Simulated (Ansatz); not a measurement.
## A series in volume scale on Ta

Plane-wave DFT, scalar-relativistic PAW made under PBE with cores redone for the functional, no dispersion; the given relaxed cell is scaled uniformly, energy at zero smearing counts from the unscaled cell, pressure at the given Fermi-Dirac smearing is positive in compression. The results are calculated, by Ansatz 0.2.0.

The cell before it is scaled or strained (space group P6/mmm, No. 191):
```
Ta
1.0
      4.8063     0.0000     0.0000
     -2.4032     4.1624     0.0000
      0.0000     0.0000     2.6989
Ta
3
Direct
  0.00000 1.00000 0.00000
  0.33333 0.66667 0.50000
  0.66667 0.33333 0.50000
```

Settings of every row: spin polarised no; functional PBEsol; wave cutoff 420 eV; smearing width 0.1 eV; k mesh 9x9x13.

Atom starting moment: 0 on all atoms.

Limits: no spin-orbit coupling, which can matter with elements this heavy; the cell comes from a prototype or a list of computed structures and needn't be the stable phase.

| row | volume scale | V (Å³/atom) | energy change per atom (meV) | pressure (GPa) |
| --- | --- | --- | --- | --- |
| 1 | 0.88 | 15.838 | 191.93 | 32.03 |
| 2 | 0.92 | 16.558 | ? | ? |
| 3 | 0.96 | 17.278 | 18.22 | 8.73 |
| 4 | 1.04 | 18.718 | 17.19 | -7.14 |
| 5 | 1.08 | 19.438 | 63.73 | -13.09 |
| 6 | 1.12 | 20.158 | 134.58 | -18.01 |

Question: what energy change per atom and pressure should row 2 give?

Worked fit of energy change per atom. Take u = (V_r/V)^(2/3) − 1 with V_r = 18.718 Å³ an atom, which is twice the finite (Eulerian) strain; such expansions in the strain, on which the Birch-Murnaghan equation of state is built, carry the rest volume and the bulk modulus. The shown rows have u = 0.11782, 0.05482, 0, -0.02485, -0.04821. Least squares give energy change per atom = 17.606 − 1286.134 × u + 23485.97 × u² meV; a straight line predicts inner rows, each left out in turn, worse (root mean square 78 against 0.9 meV). The rows lie off it by -0.17, 0.54, -0.42, -0.34, 0.38 (root mean square 0.39 meV). The withheld row has u = 0.08518, so the fit gives 17.606 − 1286.134 × (0.08518) + 23485.97 × (0.08518)² = 78.46 meV.

The calculation gave 79.16 meV. The fit lies 0.70 meV (0.4 % of the column's range) below it; its largest miss of a shown row is 0.54 meV.

Worked fit of pressure. Take u = (V_r/V)^(2/3) − 1 with V_r = 18.718 Å³ an atom, which is twice the finite (Eulerian) strain; such expansions in the strain, on which the Birch-Murnaghan equation of state is built, carry the rest volume and the bulk modulus. The shown rows have u = 0.11782, 0.05482, 0, -0.02485, -0.04821. Least squares give pressure = −7.184 + 255.361 × u + 656.29 × u² GPa; a straight line predicts inner rows, each left out in turn, worse (root mean square 2.2 against 0.095 GPa). The rows lie off it by 0.02, -0.06, 0.04, 0.03, -0.04 (root mean square 0.04 GPa). The pressure vanishes at u = 0.0263, or V = 18 Å³ an atom, and there the bulk modulus at fixed shape and fractions is B = −V dP/dV = (2/3)(1 + u) dP/du = 198 GPa. Letting shape and atoms relax would as a rule lower it, by much in layered, chain or molecular crystals. The withheld row has u = 0.08518, so the fit gives −7.184 + 255.361 × (0.08518) + 656.29 × (0.08518)² = 19.33 GPa.

The calculation gave 19.24 GPa. The fit lies 0.09 GPa (0.18 % of the column's range) above it; its largest miss of a shown row is 0.06 GPa.
